SOLUTION KEY: Phase rigidity of Aharonov-Bohm oscillations and the cost of the h/e harmonic

Conventions. φ = 2πΦ/Φ₀ with Φ₀ = h/e. T_ij is the total transmission per spin direction from lead j to lead i. R_ij,kl = (V_k − V_l)/I with I entering at i and leaving at j, and r = R/(h/2e²), h/2e² = 12.906 kΩ. A flux-periodic signal is r = c₀ + Σ (c_n cos nφ + s_n sin nφ), and h_n = c_n + i s_n = |h_n| exp(iθ_n). Work is counted in complex multiply-adds.

Problem 1. Symmetry in the field

(a) Time reversal gives S(−B) = S(B)ᵀ. With spin-orbit scattering, which is strong in Au, the transpose is sandwiched between σ_y matrices, and this drops out of the traces. If any magnetic moments are reversed along with B, T_ij(B) = T_ji(−B).

(b) Two terminals. Unitarity, taken along the rows and along the columns of lead 1, gives N₁ = R₁₁ + T₁₂ = R₁₁ + T₂₁, so T₁₂(B) = T₂₁(B). With (a), T₂₁(B) = T₂₁(−B) at each energy, and the thermal average keeps it: G(Φ) = G(−Φ) in linear response. If G depends on B only through the periodic flux, all s_n vanish and θ_n is 0 or π. Since c_n is a real continuous function of gate voltage or Fermi energy, θ_n changes only by a jump where c_n passes through zero.

(c) Many terminals. I = (2e²/h)KV with K_ij = (N_i − R_ii)δ_ij − T_ij (T_ii = 0), zero row and column sums, and K(−B) = K(B)ᵀ. Let KV = a with a = e_i − e_j, and KᵀV′ = b with b = e_k − e_l. Then b·V = V′ᵀKV = V′·a, which reads R_ij,kl(B) = R_kl,ij(−B) (Büttiker 1986). For kl = ij this makes R_ij,ij even in B, so floating extra probes leave a two-probe resistance rigid. For kl ≠ ij nothing forces s_n = 0: exchanging current and voltage leads maps h_n to h_n*. Half the sum of the two configurations at the same B is the even part and half the difference is the odd part, the decomposition applied to Au loops by Benoit, Washburn, Umbach, Laibowitz and Webb (1986).

Problem 2. Exact solution of a four-probe ring

Four nodes 1 to 4 each carry a wide-band lead with self-energy −iγ. Neighbouring nodes are joined by uniform chains of ℓ sites with hopping τ and E − ε_arm = 2τ cos k. Eliminating a chain leaves a hopping t = τ sin k/sin((ℓ+1)k) and a real shift τ sin(ℓk)/sin((ℓ+1)k) on both end nodes. Arms 1-2 and 3-4 give t₁, arms 2-3 and 4-1 give t₂, so every node receives the same total shift. The node problem is G = (z − H)⁻¹ with z = ε + iγ, ε the detuning including the shift, H_(j+1,j) = t exp(iφ/4), and T_ij = 4γ²|G_ij|². Illustrative inputs: ε = γ, t₁² = 3γ², t₂² = 6γ², and γ = 1 as unit, so z² = 2i.

With x = cos φ and y = sin φ, det(z − H) = 41 − 36x − 36i and D = |det|² = (41 − 36x)² + 1296. Each cofactor is a sum over the two paths, each multiplied by the determinant of the unvisited nodes, and T_ij = 4n_ij/D:

n₂₁ = 3|z² − 3 + 6e^(−iφ)|² = 147 − 108x − 72y
n₄₁ = 6|z² − 6 + 3e^(iφ)|² = 294 − 216x + 72y
n₃₁ = 18|z²|(2 + 2x) = 72 + 72x

A half-turn of the ring maps 1 to 3 and 2 to 4. For current from 1 to 3, V₃ = −V₁ and V₄ = −V₂, and in units of 2e²/h
I₁ = σV₁ − u(−φ)V₂, I₂ = σV₂ − u(φ)V₁ = 0,
with σ = T₂₁ + T₄₁ + 2T₃₁ = 4(585 − 180x)/D and u = T₂₁ − T₄₁ = −12(49 − 36x + 48y)/D. The inputs were chosen so that the x² term cancels in σ² − u(φ)u(−φ) = 16·72(4741 − 2484x)/D². Then

r₁₃,₄₂ = −2u/(σ² − u(φ)u(−φ)) = (49 − 36x + 48y) D / [48(4741 − 2484x)],
r₁₃,₁₃ = 2σ/(σ² − u(φ)u(−φ)) = (585 − 180x) D / [144(4741 − 2484x)].

Harmonics of r = r₁₃,₄₂. Use 1/(4741 − 2484x) = (1/s) Σ ρ^|n| e^(inφ) over all integers n, with s = √(4741² − 2484²) = 4038.17 and ρ = (4741 − s)/2484 = 0.28294. Put X = 36x and X₀ = 4741/69 = 68.710, so the denominator is 69(X₀ − X), and divide the numerators by X − X₀. The remainders give geometric tails αρⁿ and βρⁿ,
α = (49 − X₀)D(X₀)/(24s) = −0.4197, β = D(X₀)/1242 = 1.6617,
where β uses 1/ρ − ρ = 2s/2484. The quotients reach only n ≤ 2:
c₁ = αρ − (131 − X₀)/92 = −0.7958, s₁ = βρ + (82 − X₀)/69 = 0.6628,
c₂ = αρ² + 9/46 = 0.162, s₂ = βρ² − 6/23 = −0.128,
h_n = (α + iβ)ρⁿ for n ≥ 3.

Result: |h₁| = 1.0357 and θ₁ = 140.2°; the exchanged configuration R₄₂,₁₃ has −140.2°. The same scattering matrix gives r₁₃,₁₃ the harmonic c₁ = −1.875, s₁ = 0, phase π. For general ε the odd part of u carries the factor Im z² = 2εγ, so θ₁ is 0 or π at ε = 0 and neither at ε = γ: h₁ moves continuously through the complex plane and is not confined to the real axis.

Problem 3. Three methods for h₁

All three evaluate ĥ₁ = (2/M) Σ_j r(φ_j) exp(iφ_j) on M equally spaced fluxes.

A, plain grid: φ_j = 2πj/M, one full solution of the scattering problem per point, M solutions.
B, exchange grid: φ_j = (2j + 1)π/M with M even. The points come in pairs ±φ and none is its own partner. One solution at φ gives K; R₁₃,₄₂(φ) and R₄₂,₁₃(φ) = R₁₃,₄₂(−φ) follow from the same inverse. This needs M/2 solutions.
C, exchange grid with frozen arms: the whole phase φ is gauged onto one node-to-node hopping, the arms are eliminated once, and only the node problem is repeated. This is exact if no field threads the arms.

Deviation. Write r = ½ Σ h_n e^(−inφ) over all integers n, with h_(−n) = h_n* and h₀ = 2c₀. The grid average of exp(i(1 − n)φ_j) vanishes unless n = 1 + mM with integer m, where it equals 1 on grid A and (−1)^m on grid B. Hence ĥ₁ − h₁ = Σ_(m≥1) (±1)^m (h_(mM+1) + h*_(mM−1)). The leading term h*_(M−1) falls as ρ^M, where |ln ρ| is the distance of the nearest pole of r from the real φ axis. For M ≥ 4 only the tails enter and the sum is geometric. With Λ = α(1/ρ + ρ) − iβ(1/ρ − ρ),
A: ĥ₁ − h₁ = Λρ^M/(1 − ρ^M), B and C: ĥ₁ − h₁ = −Λρ^M/(1 + ρ^M),
and |Λ|/|h₁| = 5.44. The relative error δ = |ĥ₁ − h₁|/|h₁| also bounds |sin| of the phase error. One more decimal digit takes ln 10/|ln ρ| = 1.82 more grid points.

Work. Let the arms have W sites per slice and ℓ slices, and count W³ for a W×W product or inverse. Eliminating a slice with effective block D_k, accumulated couplings T and T̃ to the starting node and hopping V to the next slice takes seven such steps: g = D_k⁻¹, Tg, (Tg)T̃, (Tg)V, V†g, (V†g)T̃ and (V†g)V. In the chain the pivots are ratios of sin((m+1)k) to sin(mk) and stay finite and nonzero when k is not a rational multiple of π. Four arms cost d = 28ℓW³. The node stage inverts a 4W×4W matrix, 64W³, forms 12 transmissions, 12W², and inverts the 3×3 reduced K, 27. The few operations per point of the Fourier sum are left out. For W = 1 and ℓ = 100, d = 2800, the node stage costs p = 103, and a full solution 2903:
A: M(d + p), B: (M/2)(d + p), C: d + (M/2)p.
Per digit this is 5.3×10³ operations for A, 2.6×10³ for B and 94 for C. Inverting the whole 404-site matrix instead would cost 404³ = 6.6×10⁷ per flux for the same answer.

Memory. The Fourier sum is accumulated on the fly, so nothing grows with M, and slice elimination keeps nothing that grows with ℓ. A and B hold the 16W² node matrix and a few working blocks. C holds a second copy of the node matrix, 32W² in all, because inversion overwrites the first. Dense inversion holds (4ℓ + 4)²W² numbers, 1.6×10⁵ here.

Table 1. Relative error of h₁ (the same for A, B and C to two figures) and work

M     δ           A        B        C
4     3.5×10⁻²    11612    5806     3006
6     2.8×10⁻³    17418    8709     3109
8     2.2×10⁻⁴    23224    11612    3212
10    1.8×10⁻⁵    29030    14515    3315
12    1.4×10⁻⁶    34836    17418    3418
16    9.2×10⁻⁹    46448    23224    3624

Method A also admits odd M: δ = 9.9×10⁻³ at M = 5 and 6.3×10⁻⁵ at M = 9. At M = 3 the polynomial part of h₂ aliases as well, adding 9/46 + 6i/23, and δ = 0.20.

Problem 4. Choice

Table 2. Least work for a stated accuracy, M in brackets

δ below    A             B             C
10⁻²       14515 (5)     8709 (6)      3109 (6)
10⁻⁴       26127 (9)     14515 (10)    3315 (10)
10⁻⁸       46448 (16)    23224 (16)    3624 (16)

The next smaller grids fail: M = 4 and M = 8 by Table 1, M = 15 on grid A with 3.2×10⁻⁸, and M = 14 on grid B with 1.1×10⁻⁷. C is cheapest in every row, by a factor over B that grows from 2.8 to 6.4. B beats A by 1.7, 1.8 and 2.0; the shortfall from 2 arises because B moves in steps of two points.

Best result inside a budget.
3500 operations: A and B afford one solution. A then has a single point, and B has φ = ±π/2, where cos φ = 0 and c₁ is lost. C reaches M = 12 and δ = 1.4×10⁻⁶.
10⁴ operations: A reaches M = 3 (0.20) and B M = 6 (2.8×10⁻³). C has pushed the aliasing term below 10⁻¹⁶ at M = 32 and 4448 operations, where double-precision rounding takes over, so the rest of the budget buys nothing.
2.5×10⁴ operations: A reaches M = 8 (2.2×10⁻⁴) and B M = 16 (9.2×10⁻⁹); C stays at M = 32.

At a fixed number of full solutions the lead exchange doubles the exponent of convergence, from ρⁿ to ρ²ⁿ. For a two-probe resistance the same halving needs no second configuration, since r(−φ) = r(φ). On such a mirrored grid ŝ₁ = 0 by construction, so B cannot test rigidity; one extra solution at −φ does.

Problem 5. Transfer to an Au loop

Assumed geometry: diameter 0.80 µm, arms 40 nm wide and 40 nm thick. With Φ₀ = 4.136×10⁻¹⁵ Wb and area 0.503 µm² the model's period is 8.2 mT, of the size typical for such loops.

The amplitude does not transfer. The single-channel model gives |h₁|·h/2e² = 13.37 kΩ. With a typical Fermi wavelength of 0.52 nm the arm carries about π(40 nm)²/λ_F² = 1.9×10⁴ channels. For a typical loop resistance of 30 Ω and a conductance oscillation of at most about e²/h, δR ≈ R²e²/h = 0.035 Ω, so the model lies too high by five orders of magnitude or more. The values of θ₁ and ρ are likewise the model's; in a diffusive loop they depend on the impurity configuration and on dephasing. The symmetry relations and the scaling of work carry over unchanged.

Two neglected effects set a floor under Table 1. First, the metal area is 4w/diameter = 0.20 of the enclosed area, η = 0.05 per arm. If an arm is pictured as two equal strands along its edges, t becomes t cos(ηφ/2). At φ = π, the edge of the first period, the change is 3.1×10⁻³, as large as δ at M = 6, and at five periods (41 mT) it is 0.29. R(B) is then no longer periodic: R_ij,ij(B) = R_ij,ij(−B) stays exact, but the local phase of the oscillation away from B = 0 is free, and a harmonic near B = 0 is defined only to a few parts in 10³. Second, the grid needs the period of the cold loop. The compiled linear expansion of Au, 14.2×10⁻⁶ K⁻¹ at 293 K (Kaye and Laby Online, NPL), falls on cooling, so it bounds the area change of a free loop by 2 × 14.2×10⁻⁶ × 293 = 8.3×10⁻³. A grid set from the room-temperature area can thus be misplaced by up to 0.026 rad at φ = π.

For the first period around zero field the choice is therefore C with M = 6, since finer grids refine an idealisation below its own floor. At several periods the arms must be eliminated anew at each field, C is not valid, and the exchange of method B, which relies on reciprocity alone, returns R(B) and R(−B) from one solution at half the work of A.